Kane overlap factor for non-parabolic conduction electrons

Problem. For a direct-gap semiconductor with an s-like conduction band and p-like valence bands at Γ, and no spin-orbit splitting: (a) reduce the scattering matrix element to a potential factor and an overlap factor G; (b) set up the Kane Hamiltonian; (c) find the conduction dispersion and eigenvector; (d) derive G and its value for elastic backscattering; (e) treat the free-electron term; (f) put G into the momentum relaxation time; (g) evaluate for InN at n = 10²⁰ cm⁻³; (h) state the range of validity.

Premises and conventions

P1. One-electron Bloch states ψ_k = Ω^(−1/2) exp(ik·r) u_k(r) in a crystal of volume Ω, with the cell scalar product ⟨u|u′⟩ = (1/Ω₀) ∫_cell u* u′ d³r and ⟨u_k|u_k⟩ = 1.
P2. The perturbation V(r) is a local, spin-independent scalar potential that varies slowly over a cell and is weak enough for the golden rule (Born approximation).
P3. u_k is expanded in four zone-centre functions only: S (energy 0) and X, Y, Z (energy −Eg). They are real, orthonormal, and transform like s, x, y, z under a cubic point group (Td or Oh).
P4. There is no spin-orbit coupling.
Energies are counted from the conduction-band edge, m₀ is the free-electron mass, θ is the angle between k and k′, and a prime marks the final state.

(a) The matrix element

The product u_k′* u_k has the lattice period, so it has a Fourier series over reciprocal-lattice vectors K:

u_k′* u_k = Σ_K B_K exp(iK·r), B_K = (1/Ω₀) ∫_cell u_k′* u_k exp(−iK·r) d³r.

With V(q) = ∫ V(r) exp(−iq·r) d³r,

⟨k′|V|k⟩ = (1/Ω) ∫ exp[−i(k′ − k)·r] V(r) u_k′* u_k d³r = (1/Ω) Σ_K B_K V(k′ − k − K).

Both k and k′ lie near Γ, so q = k′ − k is small against every K ≠ 0. By P2, V(q − K) is negligible for K ≠ 0 and only B₀ = ⟨u_k′|u_k⟩ survives. By P2 and P4 the spin is conserved, so the average over initial and sum over final spin leaves one term. For an energy transfer ±ħω,

W(k → k′) = (2π/ħ) |V(q)/Ω|² G(k, k′) δ(E′ − E ∓ ħω), G = |⟨u_k′|u_k⟩|².  (1)

G is independent of the phases chosen for the u_k, is symmetric in k and k′ (so detailed balance is untouched), and obeys G ≤ 1 by the Schwarz inequality.

(b) The Hamiltonian

Since p[exp(ik·r) u] = exp(ik·r)(p + ħk)u, the Schrödinger equation becomes

[H₀ + (ħ/m₀) k·p + T] u_k = E u_k, T = ħ²k²/(2m₀).  (2)

The matrix elements of p follow from symmetry.
(i) A twofold rotation about a cube axis keeps one coordinate and reverses the other two. An element is zero if it changes sign under any such rotation. This removes ⟨S|p|S⟩, ⟨S|p_y|X⟩ and its relatives, and all elements inside the valence block except those with three different indices, such as ⟨X|p_y|Z⟩.
(ii) The mirror x ↔ z gives ⟨X|p_y|Z⟩ = ⟨Z|p_y|X⟩. For real functions p = −iħ∇ has imaginary elements, so hermiticity gives ⟨X|p_y|Z⟩ = ⟨Z|p_y|X⟩* = −⟨Z|p_y|X⟩. Both statements hold only if the element is zero.
(iii) The threefold axes make ⟨S|p_x|X⟩ = ⟨S|p_y|Y⟩ = ⟨S|p_z|Z⟩, and the common value is imaginary. Taking |iS⟩ = i|S⟩ as the basis function makes the coupling real:

P = (ħ/m₀) ⟨iS|p_x|X⟩ = −i(ħ/m₀) ⟨S|p_x|X⟩, E_P = 2m₀P²/ħ², P²k² = E_P T.

The sign of S is chosen so that P > 0. T multiplies the unit matrix, so it shifts all eigenvalues equally and cannot affect the eigenvectors. With ε = E − T, the matrix in the basis (iS, X, Y, Z) is

row iS: (0, Pk_x, Pk_y, Pk_z)
row X: (Pk_x, −Eg, 0, 0)
row Y: (Pk_y, 0, −Eg, 0)
row Z: (Pk_z, 0, 0, −Eg).

The valence block is proportional to the unit matrix, so any orthogonal recombination of X, Y, Z leaves it unchanged. Choose the longitudinal function |L_k⟩ = (k_x|X⟩ + k_y|Y⟩ + k_z|Z⟩)/k and two functions orthogonal to it. Then ⟨iS|H|L_k⟩ = P(k_x² + k_y² + k_z²)/k = Pk, while a transverse function t·(X, Y, Z) with t·k = 0 has the coupling P t·k = 0. The transverse states decouple at ε = −Eg.

(c) Dispersion and eigenvector

Write u_k = a|iS⟩ + c|L_k⟩. The remaining 2 × 2 problem is

−ε a + Pk c = 0, Pk a − (Eg + ε) c = 0.  (3)

A non-zero solution needs a vanishing determinant:

ε(ε + Eg) = P²k², ε = [−Eg + √(Eg² + 4P²k²)]/2,  (4)

where the root that tends to 0 at k = 0 is the conduction band. The two equations (3) give c/a = ε/(Pk) and c/a = Pk/(ε + Eg). Both are positive, so a and c can be taken real and positive, and their product is c²/a² = ε/(ε + Eg). With a² + c² = 1,

a² = (ε + Eg)/(2ε + Eg), c² = ε/(2ε + Eg).  (5)

Cross-check. By the Hellmann–Feynman theorem ∂ε/∂Eg = −c², because −Eg multiplies the projector on the valence functions. Differentiating (4) at fixed Pk gives (2ε + Eg) ∂ε/∂Eg + ε = 0, which agrees with (5).

Standard form. If T is dropped against ε (part (e) gives the size of this step), then ε = E. Dividing (4) by Eg and defining α = 1/Eg and ħ²/(2m*) = P²/Eg,

E(1 + αE) = ħ²k²/(2m*) ≡ γ,  (6)

a² = (1 + αE)/(1 + 2αE), c² = αE/(1 + 2αE).  (7)

Solving (6) gives 1 + 2αE = √(1 + 4αγ). Differentiating it gives (1 + 2αE) dE/dk = ħ²k/m*, so the momentum mass defined by ħk = m(E) v is m(E) = m*(1 + 2αE).

(d) The overlap factor

The basis functions do not depend on k. By orthonormality ⟨iS|iS⟩ = 1, ⟨iS|L_k⟩ = 0 and ⟨L_k′|L_k⟩ = k·k′/(kk′) = cos θ. Hence ⟨u_k′|u_k⟩ = a a′ + c c′ cos θ, and

G = (a a′ + c c′ cos θ)² = [√((1 + αE)(1 + αE′)) + α√(EE′) cos θ]² / [(1 + 2αE)(1 + 2αE′)].  (8)

For elastic scattering a′ = a and c′ = c, and a² = 1 − c² gives

G(θ) = [1 − c²(1 − cos θ)]² = [(1 + αE + αE cos θ)/(1 + 2αE)]².  (9)

For backscattering, θ = π, the s part of the overlap keeps its sign and the p part reverses:

G(π) = (a² − c²)² = 1/(1 + 2αE)² = 1/(1 + 4αγ) = [m*/m(E)]².  (10)

Properties. Since a > c at every finite energy, the amplitude in (8) never vanishes, and the elastic G falls monotonically from G(0) = 1 to the value (10). For αE ≪ 1, a ≈ 1 − c²/2 and c² ≈ αγ, so the amplitude is 1 − (c² + c′² − 2cc′ cos θ)/2, and G ≈ 1 − αħ²q²/(2m*) for elastic and inelastic events alike. For αE → ∞, a² and c² tend to 1/2 and G → [(1 + cos θ)/2]² = cos⁴(θ/2).

(e) The free-electron term

Equations (4) and (5) are exact within P1 to P4 in terms of ε = E − T, so (8) to (10) in their αE form are exact with αE read as ε/Eg. Expanding (4) in T gives ε = E_P T/Eg − E_P²T²/Eg³ + …, so

E = T(1 + E_P/Eg) − E_P²T²/Eg³ + …

The linear term fixes the true edge mass: with ρ = m*/m₀, 1/ρ = 1 + E_P/Eg, that is E_P/Eg = (1 − ρ)/ρ. With γ = T/ρ the series is E = γ − (1 − ρ)²γ²/Eg + …, while (6) gives E = γ − αγ² + …. A fit of the form (6) to the full dispersion through order k⁴ therefore has α_fit = (1 − ρ)²/Eg. The eigenvector needs a different combination: (1 + 2ε/Eg)² = 1 + 4E_P T/Eg² = 1 + 4(1 − ρ)γ/Eg. At given k and given edge mass there are thus three versions of backscattering,

G(π) = 1/(1 + 4λγ/Eg),  (11)

with λ = 1 (A: standard form, α = 1/Eg), λ = 1 − ρ (B: T retained, exact in the model) and λ = (1 − ρ)² (C: standard form used with α_fit). Forms (6) and (7) share a single α only in the limit ρ → 0.

(f) Momentum relaxation

For elastic scattering in an isotropic band, with W depending on θ alone, the linearised Boltzmann equation is solved by 1/τ = Σ_k′ W(1 − cos θ). Put w = 1 − cos θ, so that q² = 2k²w and 0 ≤ w ≤ 2. The sum over final states of one spin is

Σ_k′ δ(E′ − E)(…) = Ω k²/(4π²) (dk/dE) ∫(…) dw = Ω m(E) k/(4π²ħ²) ∫₀² (…) dw.

If V(q) is constant for q ≤ 2k, the overlap multiplies the total rate by ½∫G dw = a⁴ + c⁴/3, and 1/τ by ½∫G w dw = a⁴ − 2a²c²/3 + c⁴/3 = [1 + 4αE/3 + 2(αE)²/3]/(1 + 2αE)². Both follow from expanding (a² + c² cos θ)² and using the angular averages 0, 1/3 and 0 of cos θ, cos²θ and cos³θ; without overlap both averages equal 1.

For N_i singly charged, randomly placed impurities per unit volume, the rates of the N_iΩ centres add, and the screened potential has |V(q)| = e²/[ε₀ε_s(q² + q_s²)], where ε_s is the static dielectric constant. With η = q_s²/(2k²), q² + q_s² = 2k²(w + η), and

1/τ = N_i (2π/ħ) [m k/(4π²ħ²)] [e⁴/(4ε₀²ε_s²k⁴)] J = N_i m e⁴ J/(8πħ³ε₀²ε_s²k³),

J = ∫₀² w (1 − c²w)²/(w + η)² dw = J₁ − 2c²J₂ + c⁴J₃, J_j = ∫₀² w^j/(w + η)² dw.  (12)

Substituting s = w + η, expanding (s − η)^j and integrating term by term from η to 2 + η, with ξ = 2/η = 4k²/q_s² and Λ = ln(1 + ξ),

J₁ = Λ − ξ/(1 + ξ),
J₂ = 2 − 2ηΛ + 2η/(2 + η),
J₃ = 2 − 4η + 3η²Λ − 2η²/(2 + η).

J₁ is the Brooks–Herring function of the theory without overlap. In the degenerate limit k_F³ = 3π²n, the density of states for both spins is g = m_F k_F/(π²ħ²) with m_F = m(E_F), and σ = e² g v_F² τ/3 = n e²τ/m_F. Thomas–Fermi screening gives q_s² = e²g/(ε₀ε_s) = 4k_F/(πa*), with a* = a₀ε_s m₀/m_F and a₀ the Bohr radius. Using 24π³ħ³ = 3h³,

μ = eτ/m_F = 3h³ε₀²ε_s² n/(e³ m_F² N_i J).  (13)

(g) InN at n = 10²⁰ cm⁻³

Given inputs, typical and approximate: Eg = 0.70 eV, m* = 0.070 m₀, ε_s = 15. The wurtzite crystal is treated as quasi-cubic, and N_i = n (no compensation). Intermediate values are carried unrounded and printed to three or four figures so that the arithmetic can be followed; the model supports about two.

k_F = (3π² × 0.1 nm⁻³)^(1/3) = 1.436 nm⁻¹, independent of the band shape for an isotropic band.
T = ħ²k_F²/(2m₀) = 0.0786 eV, γ = T/0.070 = 1.122 eV.
Version A: α = 1.429 eV⁻¹, 4αγ = 6.41, 1 + 2αE_F = 2.72, αE_F = 0.861, E_F = 0.603 eV, m_F = 0.191 m₀.
a² = 0.684, c² = 0.316: about a third of the Fermi-level state is p-like.
At 300 K, k_BT/E_F = 0.043 and the thermal corrections are of order (π²/6)(k_BT/E_F)² = 0.003, so the degenerate limit holds.

Elastic overlap factor at E_F from (9):
θ = 0°: G = 1
θ = 60°: G = 0.709
θ = 90°: G = 0.467
θ = 120°: G = 0.276
θ = 180°: G = 0.135

For constant V(q) the total rate is multiplied by 0.501 and 1/τ by 0.357.

Free-electron term. Version B has E_P = Eg(1 − ρ)/ρ = 9.30 eV, P = 0.595 eV nm, ε = 0.574 eV, E_F = ε + T = 0.652 eV, c² = 0.311 and G(π) = 0.144. Version C has α_fit = 1.236 eV⁻¹, E_F = 0.631 eV and G(π) = 0.153. Version A lies 6 % below B and version C lies 6 % above it.

Ionised impurities, version A: a* = 4.16 nm, q_s = 0.663 nm⁻¹, η = 0.106, ξ = 18.8. Then J₁ = 2.036, J₂ = 1.47, J₃ = 1.66, 2c²J₂ = 0.927, c⁴J₃ = 0.167 and J = 1.275. The ratio is J/J₁ = 0.626. From (13) the impurity-limited mobility is 6.1 × 10² cm² V⁻¹ s⁻¹ with G = 1 and 9.7 × 10² cm² V⁻¹ s⁻¹ with G from (9), a factor of 1.6. The gain is far smaller than 1/G(π) because the screened Coulomb potential favours small angles, where G is near 1. Phonon and defect scattering are not included in these numbers.

(h) Range of validity

1. Free-electron term. The standard form needs m* ≪ m₀. By (11) the versions differ by a fraction that approaches ρ when 4γ/Eg is large: 6 % for InN above. For CdO, with a typical m* of about 0.2 m₀, the factor 1 − ρ departs from 1 by 20 %, and version B should be used. An α obtained by fitting the dispersion does not fix c² exactly.

2. Sensitivity to the gap. At fixed P and k, version B gives G(π) = 1/(1 + y) with y = 4E_P T/Eg² = 5.96, so d ln G(π)/d ln Eg = 2y/(1 + y) = 1.7. This converts the following energy shifts into changes of G(π).

3. Spin-orbit coupling. On the p shell H_so = (Δ/3) L·σ with L in units of ħ; its eigenvalues are +Δ/3 and −2Δ/3. Quantised along k, |L_k⟩ is the m = 0 state and has no diagonal shift, so to first order Eg in (4) is the distance to the centroid of the p levels, Δ/3 below the valence-band top. The element of H_so between (m = 0, ↑) and (m = +1, ↓) is √2Δ/3, which admixes a spin-reversed transverse amplitude b with |b|/c ≈ √2Δ/[3(E + Eg)]. For a generous Δ of about 0.02 eV, Δ/(3Eg) is 1 %, G(π) changes by 2 % and |b|/c = 0.007. The result fails where Δ is comparable with Eg, as in InAs and InSb; there b and the spin-flip amplitudes must be kept.

4. Non-cubic symmetry. In wurtzite InN the Z level is split from X and Y by a crystal field, typically up to about 0.04 eV. That is 6 % of Eg and changes G(π) by up to about 10 % depending on direction. The couplings along and across the c axis also differ somewhat, and a term linear in k is allowed inside the valence block, typically of order 0.01 eV nm or less against P ≈ 0.6 eV nm.

5. Remote bands. They add terms f_S T and f_L T to the diagonal of (3), with different coefficients for S and L_k. The common part only shifts the energy, while the difference replaces Eg in (4) and (5) by Eg + (f_S − f_L)T, so item 2 applies. One unit of T is 11 % of Eg and changes G(π) by about 19 %. At fixed P in version B, f_S − f_L = +1 gives an effective gap of 0.779 eV, c² = 0.293 and G(π) = 0.172, and f_S − f_L = −1 gives 0.621 eV, c² = 0.329 and G(π) = 0.117. The ratio J/J₁ at fixed η is 0.65 and 0.61 in the two cases. The four-function model fixes neither the size nor the sign of f_S − f_L. The four-function basis requires k small against the zone radius and E below the subsidiary valleys.

6. Many-body gap shrinkage. The exchange shift of a conduction state is −∫ d³k′/(2π)³ e²/(ε₀ε∞|k − k′|²) over the Fermi sphere, here with G = 1. It equals −[e²/(4πε₀ε∞)](2k_F/π) at k = 0 and half of that at k_F. With a typical ε∞ of about 8 the magnitudes are 0.16 eV and 0.08 eV. Lowering Eg from 0.70 to 0.60 eV at fixed P takes G(π) in version B from 0.144 to 0.110, a drop of 24 %. This shift of 0.10 eV equals 1.3 units of T, so the remote-band term of item 5 can be as large or larger. Because c² moves only from 0.311 to 0.334, the ratio J/J₁ at fixed η moves only from 0.63 to 0.61.

7. Smoothness of the potential. For the Coulomb potential the ratio of a K ≠ 0 term to the K = 0 term is about (q² + q_s²)/K² times |B_K/B₀|. With a typical lattice constant of about 0.354 nm the in-plane vector has K = 4π/(√3 × 0.354 nm) = 20.5 nm⁻¹, and at q = 2k_F the ratio (q² + q_s²)/K² is 0.02. Dielectric screening is largely lost at wavevector K, which can raise it by up to ε_s, to 0.3; this is comparable with the backscattering amplitude a² − c² = 0.37. Central-cell terms can therefore matter at large angles, and much less at small ones. Equation (1) suits charged impurities, polar optical phonons and piezoelectric fields. For deformation-potential, alloy and neutral-defect scattering the perturbation acts differently on S and on X, Y, Z. In the simplest case of strengths D_c and D_v the amplitude is D_c a a′ + D_v c c′ cos θ, which reduces to (8) only for D_c = D_v. The constant-V(q) factors of part (f) carry this restriction.

8. Born approximation and screening. The golden rule needs k_F a* ≫ 1; here k_F a* = 6.0, so corrections of relative order 1/(k_F a*) = 0.17 are possible in μ. Near q = q_s the Thomas–Fermi response is reduced by about 1/(3ξ) = 0.018 through the Lindhard function, and by an amount of order 2c²η = 0.07 through the overlap factor in the polarisability. Lowering q_s² by 10 % raises J by 6 % and leaves J/J₁ at 0.63.

Within these limits the result for InN at 10²⁰ cm⁻³ is c² ≈ 0.3, G(π) between 0.13 and 0.15 in the three versions of the four-function model, and an ionised-impurity mobility about 1.6 times the value obtained with G = 1. G(π) is the least secure of these: gap shrinkage alone can lower it to about 0.11, and remote bands move it in either direction by about 19 % per unit of f_S − f_L, a coefficient not bounded here. One such unit keeps the mobility factor between 1.5 and 1.6.